**Q:** I want to know whether the singlet or the triplet of AlBH₂ lies lower, and I have to choose a method. CCSD misses the gap by only 10 meV. CCSDT(Q) contains everything that CCSD does and more, yet it misses by 71 meV. Does the extra effort make the answer worse?

Hartree–Fock, MP2, coupled-cluster and AFQMC errors in the vertical gap (singlet minus triplet) of neutral AlBH₂, from Ansatz 0.2.0 and the in-house AFQMC program afq 1. The basis is aug-cc-pVDZ except in the CBS rows, and the reference level is CCSDT(Q). The triplet uses a UHF and the singlet an RHF determinant, with frozen cores and a PBE0/def2-TZVP geometry.

```csv
level,this level less the best estimate at the basis limit (meV),"statistical noise, one standard error (meV)"
HF,237.00,0.000
MP2,194.00,0.000
CCSD,10.00,0.000
CCSD(T),58.00,0.000
CCSDT,68.00,0.000
CCSDT(Q),71.00,0.000
ph-AFQMC/HF,-70.00,29.000
ph-AFQMC/CISD,75.00,6.000
released AFQMC,73.00,4.000
free AFQMC,78.00,5.000
HF/CBS,237.00,0.000
MP2/CBS,77.00,0.000
CCSD(T)/CBS,-13.00,0.000
```

**A:** Look first at what each row is compared with. The gap is the energy of the singlet minus that of the triplet with the atoms held fixed, so a positive gap means that the triplet is lower. All the errors are taken against one best estimate, −47 meV, which belongs to the limit of a complete basis. Only the three rows marked CBS stand for that limit, and HF/CBS merely repeats the HF value, so the table doesn't show whether it was extrapolated. The other ten were computed in a small basis, so their errors mix what the method gets wrong with what the basis gets wrong.

**Q:** Can the two be pulled apart?

**A:** Yes, with a simple sum:

$$\text{printed error} = \text{method error} + \text{basis error}.$$

For the basis error I take the change in CCSD(T) between the small basis and the limit, where its error goes from 58 to −13 meV. The small basis therefore makes the gap too high by $58-(-13)=71$ meV. For CCSD this leaves a method error of $10-71=-61$ meV. Its two errors have opposite signs and nearly cancel, which is why the row looks so good.

**Q:** And for CCSDT(Q) you get 71 − 71 = 0. That looks too neat.

**A:** It is zero by construction. The best estimate is the CCSD(T) limit plus the step from CCSD(T) to CCSDT(Q) in the small basis, so CCSDT(Q) is the yardstick and can't be tested by this sum. A separate check comes from released AFQMC, a random-walk method whose usual constraint is switched off at the end. In the same basis it differs from CCSDT(Q) by 2 meV, with a standard error of 4 meV. The molecule was accepted only because these two methods agreed to within a few tens of meV, so some agreement was assured beforehand, though not such a close one.

**Q:** Why should a small basis favour the triplet at all?

**A:** Count the pairs of electrons that can meet. The triplet has five valence electrons with spin up and three with spin down, which makes $5\times3=15$ pairs of opposite spin. The singlet has four of each, which makes $4\times4=16$. Turning one spin over has replaced a pair of equal spin by a pair of opposite spin.

The Pauli principle already keeps electrons of equal spin apart. Electrons of opposite spin can come arbitrarily close, and their repulsion then puts a sharp kink into the wavefunction that a small basis describes poorly. A better basis should therefore help the singlet more, and the gap should fall. It does fall with CCSD(T), and also with MP2. The count offers a likely reason for the direction, but it doesn't give the size, because pairs differ greatly in how strongly they are correlated. Two electrons that share an orbital usually matter most, and the singlet starts with four such pairs where the triplet has three.

**Q:** Then a method that ignores this avoidance altogether should favour the triplet even more.

**A:** That is Hartree–Fock. It keeps equal spins apart but lets opposite spins move independently, each electron feeling only the average of the others. In the small basis its gap is 166 meV too high relative to CCSDT(Q), so correlation lowers the singlet by that much more than the triplet. Part of this error comes from forcing the singlet's electrons into shared orbitals. That solution is unstable, which means that a lower one exists in which the two spins use different orbitals.

**Q:** MP2 does include correlation between opposite spins. Why is it still 123 meV too high?

**A:** Because it includes correlation only to second order, where each pair responds as if the other pairs were not there. Boron and aluminium have empty p orbitals close in energy to the filled ones, and in such cases second order is known to recover too little. The total energies fit this: MP2 lies above CCSDT(Q) by 1055 meV in the triplet and by 1178 meV in the singlet. Most of that large error cancels in the gap, and what remains again works against the singlet.

**Q:** CCSD goes further than MP2, but now the gap is too low. What has changed?

**A:** The state that suffers more. CCSD lets the pairs influence one another, and its total energies are much better, but it leaves out the joint motion of three electrons. It lies above CCSDT(Q) by 208 meV in the triplet and by 147 meV in the singlet. The error of the gap is the difference, $147-208=-61$ meV, the same value as before, now seen as an imbalance between two states.

CCSD(T) adds an estimate of the three-electron part. This lowers the triplet by 161 meV and the singlet by 113 meV, so the gap rises by 48 meV and most of the imbalance goes. Why the triplet needs this correction more is not settled by these energies. The pair count is no help here, since it deals with two electrons at a time.

**Q:** Let me try the same reasoning on the Monte Carlo rows. With the HF trial the error is −70 meV, with the CISD trial it is +75 meV. Are they equally bad?

**A:** Take away the basis error and see. The HF trial is left with −141 meV and the CISD trial with +4 meV. The first is nearly five times its standard error, so noise is an unlikely explanation. The second is smaller than its own standard error of 6 meV.

**Q:** What does the trial do that matters so much?

**A:** In this kind of Monte Carlo the random walkers pick up complex phases, and without control the signal drowns in noise. The phaseless constraint prevents that by using an approximate wavefunction, the trial, to decide how much each walker counts. A poor trial biases the energy, and longer sampling doesn't remove the bias.

With the single-determinant HF trial, the triplet comes out 108 meV above CCSDT(Q), with a standard error of 19 meV. That accounts for most of the error in the gap. The CISD trial, which mixes in many more determinants, reduces the triplet's error to 14 meV. The triplet is well described by one determinant in the usual diagnostics, so a reassuring diagnostic didn't guarantee a good constraint here.

**Q:** Back to my first question. Which state is lower?

**A:** The best estimate says the singlet, by 47 meV. Three rows agree with that sign: CCSD, AFQMC with the HF trial, and CCSD(T) at the basis limit. The first two do so because a negative method error works against the error of the small basis: in CCSD it cancels most of it, and with the HF trial it outweighs it. CCSDT(Q) in the small basis puts the triplet lower by 24 meV, so a very good method in a small basis can still give the opposite order to the best estimate.

I wouldn't yet call the order settled for the real molecule. The estimate holds for one fixed arrangement of the atoms. In reality each state would relax to its own best shape, and that, like zero-point motion, could change the gap by as much as the gap itself. Neither was computed here. The extrapolation to the basis limit has an uncertainty of its own.

**Q:** Could I run CCSDT(Q) in the small basis and correct for the basis with cheap MP2?

**A:** For this molecule that would overshoot. MP2 lowers the gap by 117 meV on going to the limit, against 71 meV for CCSD(T). The corrected error would be $71-117=-46$ meV. You would get the same sign as the best estimate, but a gap about twice as large. The correction from CCSD(T) is the safer choice here, although the best estimate is itself built with it. The output printed below lists the separated errors for all rows; the sum behind them has no adjustable constant.

**Q:** How much of this carries over to another molecule?

**A:** The spin argument does. In methylene, CH₂, the singlet and the triplet also differ by one turned spin, and Hartree–Fock is well known to favour the triplet too strongly there as well. For a gap between two states with equal numbers of up and down electrons, the pair count is the same on both sides and gives no such lean. The imbalance of CCSD is a different matter: its sign came from the energies of this molecule, so it has to be worked out afresh for the next one.

Output of the analysis:

```
Gap (singlet less triplet) and error against the reference in the same basis:
             row  gap in meV  method error in meV
              HF         190                  166
             MP2         147                  123
            CCSD         -37                  -61
         CCSD(T)          11                  -13
           CCSDT          21                   -3
        CCSDT(Q)          24                    0
     ph-AFQMC/HF        -117                 -141
   ph-AFQMC/CISD          28                    4
  released AFQMC          26                    2
      free AFQMC          31                    7
          HF/CBS         190                  237
         MP2/CBS          30                   77
     CCSD(T)/CBS         -60                  -13
Rows that put the singlet lower (count): 3
Basis shift of the gap with CCSD(T) in meV: -71
Basis shift of the gap with MP2 in meV: -117
Error of CCSDT(Q) if the MP2 basis shift were added in meV: -46
Opposite-spin valence pairs in the triplet (count): 15
Opposite-spin valence pairs in the singlet (count): 16
MP2 triplet energy above CCSDT(Q) in meV: 1055
MP2 singlet energy above CCSDT(Q) in meV: 1178
CCSD triplet energy above CCSDT(Q) in meV: 207.9
CCSD singlet energy above CCSDT(Q) in meV: 146.9
CCSD(T) triplet energy above CCSDT(Q) in meV: 47.03
CCSD(T) singlet energy above CCSDT(Q) in meV: 34.03
Lowering of the triplet by perturbative triples in meV: 160.9
Lowering of the singlet by perturbative triples in meV: 112.9
ph-AFQMC/HF triplet energy above CCSDT(Q) in meV: 108.4
ph-AFQMC/HF singlet energy above CCSDT(Q) in meV: -32.57
Noise of that singlet energy in meV: 22.28
ph-AFQMC/HF method error in standard errors: -4.862
ph-AFQMC/CISD triplet energy above CCSDT(Q) in meV: 14.26
```
